**Magnetisability of a phosphorus ring cation: where functional and basis fail**

A change of basis set can move the computed magnetisability of this cation further than a switch from B3LYP to a functional without exact exchange. With B3LYP, going from pcSseg-1 to IGLO-II makes the value less negative by $19.9\times10^{-30}$ J/T². Keeping pcSseg-1 and going from B3LYP to HCTH407, which has no exact exchange, makes it less negative by only $14.6\times10^{-30}$ J/T². Someone who compared two functionals in two different bases could therefore credit the functional with an effect of the basis.

Isotropic magnetisability and molar susceptibility of the singlet cation CC[PH+]1C=C1 (SMILES), calculated with PySCF 2.14.0 using density-fitted, non-relativistic Kohn–Sham DFT and gauge-including atomic orbitals (GIAO) in the gas phase. Each level gives functional/basis set; all use the same conformer, optimised with PBE0-D3(BJ)/def2-SVP.

| level | magnetisability (1e-30 J/T^2) | susceptibility (1e-6 cm^3/mol) |
| --- | --- | --- |
| LC-wPBE/pcSseg-1 | -955.0 | -57.51 |
| BHandHLYP/pcSseg-1 | -948.0 | -57.09 |
| CAM-B3LYP/pcSseg-1 | -946.2 | -56.98 |
| HSE06/pcSseg-1 | -943.0 | -56.79 |
| B97-2/pcSseg-1 | -936.1 | -56.37 |
| B3LYP/aug-cc-pVDZ | -934.6 | -56.28 |
| B3LYP/pcSseg-1 | -934.5 | -56.28 |
| B3LYP/cc-pVDZ | -931.6 | -56.10 |
| B3LYP/6-31++G(d,p) | -929.1 | -55.95 |
| OPBE/pcSseg-1 | -926.8 | -55.81 |
| HCTH407/pcSseg-1 | -919.9 | -55.40 |
| B3LYP/IGLO-II | -914.6 | -55.08 |

The rows form two series that cross at B3LYP/pcSseg-1. Eight functionals in the same basis spread over 3.8 % of the value in that common row, and five bases with the same functional over 2.1 %. The molecule and its geometry are the same throughout, so these spreads come from the electronic-structure method alone. The susceptibility is the magnetisability per mole in other units and adds no independent evidence.

**What the field does to the electrons**

A magnetic field tries to set the whole electron cloud turning about the field direction. The resulting current opposes the field and gives a negative, diamagnetic contribution, which grows with the mean square distance of the electrons from the axis. The nuclei, however, do not form a round cage, and the cloud cannot turn freely. The field mixes empty orbitals into the occupied ones, and this correction to the free rotation is the positive, paramagnetic contribution.

For a field along $z$, second-order perturbation theory puts this picture into the magnetisability $\xi$:

$$
\xi_{zz}=-\frac{e^2}{4m}\Big\langle\sum_i (x_i^2+y_i^2)\Big\rangle+\frac{e^2}{2m^2}\sum_{n\neq0}\frac{|\langle n|L_z|0\rangle|^2}{E_n-E_0}
$$

Here $e$ and $m$ are the charge and mass of the electron, the first sum runs over the electrons, $L_z$ is their total angular momentum, and $E_n-E_0$ is the energy needed to reach the excited state $n$. The table holds the average over three perpendicular directions. The first term needs only the electron density, whereas the second needs the response of the orbitals. A functional or a basis can do well for one and badly for the other.

The division into two terms depends on the point from which distances are measured, here the centre of mass. Only their sum is independent of that point. With the point fixed at the centre of mass, the paramagnetic part is tied to the rotational g tensor, which can in principle be measured. The two parts are used below to see what changes between two calculations.

**Why the functional matters**

The exact density functional for a molecule in a magnetic field depends on the electric current as well as on the density. The functionals used here have no such dependence. In those without exact exchange, the field therefore mixes orbitals with nothing but their energy differences in the denominators. These differences are typically too small, which makes the paramagnetic term too large and the total not negative enough.

Exact exchange acts on this term in two ways. It lowers the occupied orbitals relative to the empty ones, which widens the denominators. It also lets the orbitals respond to one another's currents, which takes back part of the widening. Theory thus leads one to expect a smaller paramagnetic term and a more negative magnetisability as the fraction of exact exchange rises.

B3LYP and BHandHLYP offer the cleanest test, because the rest of the two functionals is closely related. Raising the exchange fraction from 0.20 to 0.50 makes the magnetisability more negative by $13.5\times10^{-30}$ J/T². In the susceptibility, the paramagnetic part falls by $0.68\times10^{-6}$ cm³/mol, while the diamagnetic part changes by only 0.13 in the same unit. Most of the change in this pair thus sits in the response of the orbitals, where the argument places it. The step from no exact exchange to B3LYP does not bear the argument out: from HCTH407 or OPBE to B3LYP the paramagnetic part does not fall, and the more negative total comes from the diamagnetic part. The other ingredients of the functional change in that step too.

**How far a one-parameter picture carries**

If the exchange fraction $a$ were all that mattered, and its effect were small enough to be linear, the magnetisabilities would lie on a straight line. Five of the functionals have one fraction valid at all distances between electrons: HCTH407 and OPBE with none, B3LYP with 0.20, B97-2 with 0.21 and BHandHLYP with 0.50. A least-squares line through their values in pcSseg-1 is

$$
\xi\approx(-924-49.8\,a)\times10^{-30}\ \mathrm{J/T^2}.
$$

In words, ten percentage points more exact exchange make the magnetisability more negative by about $5\times10^{-30}$ J/T². The standard error of the slope is 15 % of the slope itself. When each of the five rows is predicted from the other four, the typical miss is $4\times10^{-30}$ J/T². The line is good enough to guess the direction of a large change in the exchange fraction, but not to order two functionals with similar fractions.

HSE06, which took no part in the fit, shows where the picture breaks. It has a quarter of exact exchange at short range and none at long range. With the short-range fraction the line gives $-924-49.8\times0.25\approx-936$, and with the long-range fraction it gives $-924$. The computed value is $-943$, outside both limits.

The table contains a second sign of the same failure. OPBE and HCTH407 both have no exact exchange, yet they differ by $6.9\times10^{-30}$ J/T², about as much as the line misses HSE06. The remaining ingredients of a functional therefore matter on this scale. The magnetisabilities of LC-wPBE and CAM-B3LYP do fall between the limits set by their short-range and long-range fractions, but those limits lie far apart and make a mild test.

The two parts show what the line overlooks. From OPBE to HSE06 the diamagnetic part becomes more negative by $0.98\times10^{-6}$ cm³/mol, while the paramagnetic part stays the same to within 0.01 in that unit. At this choice of origin, the whole difference lies in how far the electron density spreads. A picture built on energy denominators alone is blind to such a change.

**Why the orbital gap is a poor guide**

It is tempting to replace all the denominators by the gap between the highest occupied and the lowest empty orbital. A wider gap should then go with a more negative magnetisability. HSE06 has a gap 0.34 eV narrower than that of B3LYP, yet its magnetisability is more negative by $8.5\times10^{-30}$ J/T². OPBE and HCTH407 have gaps equal to 0.01 eV and still give clearly different results. Across the eight functionals in pcSseg-1 the broad trend does hold: the three widest gaps go with the three most negative values, and the two narrowest with the two least negative. The gap fails as a guide to the finer differences.

Theory offers two reasons for this, which these calculations do not separate. The paramagnetic term is a sum over many pairs of orbitals, and the pair at the gap counts only as far as angular momentum connects it. Moreover, long-range exact exchange opens the gap strongly, but much of that opening is cancelled in the response by the attraction between the promoted electron and the hole it leaves. The gap records the opening without the cancellation, so it exaggerates the difference between functionals with and without long-range exchange.

**Why the agreement of two bases proves little**

With B3LYP, the bases aug-cc-pVDZ and pcSseg-1 give almost the same magnetisability, $-934.6$ and $-934.5$ in units of $10^{-30}$ J/T². This looks like convergence, but the average hides compensating differences. Along one principal axis of inertia the susceptibility changes by $+0.14\times10^{-6}$ cm³/mol, and along another by $-0.13$ in the same unit. These changes are small, but they show that part of the agreement comes from averaging.

The parts disagree more than the axes. Between the same two bases the diamagnetic part changes by $0.88\times10^{-6}$ cm³/mol, and the paramagnetic part makes up for it. Since the paramagnetic part is obtained as the total less the diamagnetic one, equal totals must lead to this compensation. What the comparison does establish is that the two bases describe different densities, so the agreement of the totals is no proof that either basis is complete.

IGLO-II shows how little the parts can say about the origin of a basis error. Measured from aug-cc-pVDZ, its paramagnetic part is larger by $1.30\times10^{-6}$ cm³/mol, which accounts for the entire shift of the total. Measured from pcSseg-1, most of the shift would fall on the diamagnetic part instead. The parts can expose a compensation, but they do not tell which ingredient of a basis is at fault.

**Why a lower energy is no proof of a better response**

The total energy looks like an impartial judge of a basis, since for a fixed functional adding functions to a basis can only lower it. By that standard IGLO-II would be the best of the five. Its energy lies 0.060 hartree below that of pcSseg-1, which has the highest energy of all. Yet the energy and the magnetisability do not move together. From pcSseg-1 to aug-cc-pVDZ the energy falls by 0.041 hartree and the magnetisability hardly changes. A further fall of only 0.019 hartree, to IGLO-II, goes with a shift of about $20\times10^{-30}$ J/T². The energy cannot say whether that shift leads towards the right value or away from it.

The energy and the magnetisability ask different things of a basis. The energy gains most from a good description of the region near the nuclei, where the electrons are strongly bound. The magnetisability weights the outer density by the square of the distance, and it needs functions that can represent the orbitals after the field has mixed them. Field-dependent basis functions remove the dependence of the total on the chosen origin, but they do not supply this flexibility. What sets IGLO-II apart is not settled here. A lack of diffuse functions alone is an unlikely cause, because cc-pVDZ has none either and stays much closer to aug-cc-pVDZ. The table also holds no much larger basis that could prove which value is nearest to the limit of a complete basis.

**Reading a new result of this kind**

The order of the checks follows from these failures. First hold the basis fixed and change the functional, then hold the functional fixed and change the basis; only then can a shift be assigned to one or the other. Next look at the values along the axes and at the two parts, because an average can agree while its contributions do not. Neither the orbital gap nor the total energy can take the place of these comparisons.

The spread among functionals measures how sensitive the result is to the method, not how far it lies from the truth. An error shared by all of them, such as the neglect of the current in the functional, need not show up in it. The values also describe one conformer with its nuclei at rest, and for this ion they leave out the motion of the centre of mass in the field. They can show that two levels disagree, but they do not rank the levels by accuracy.
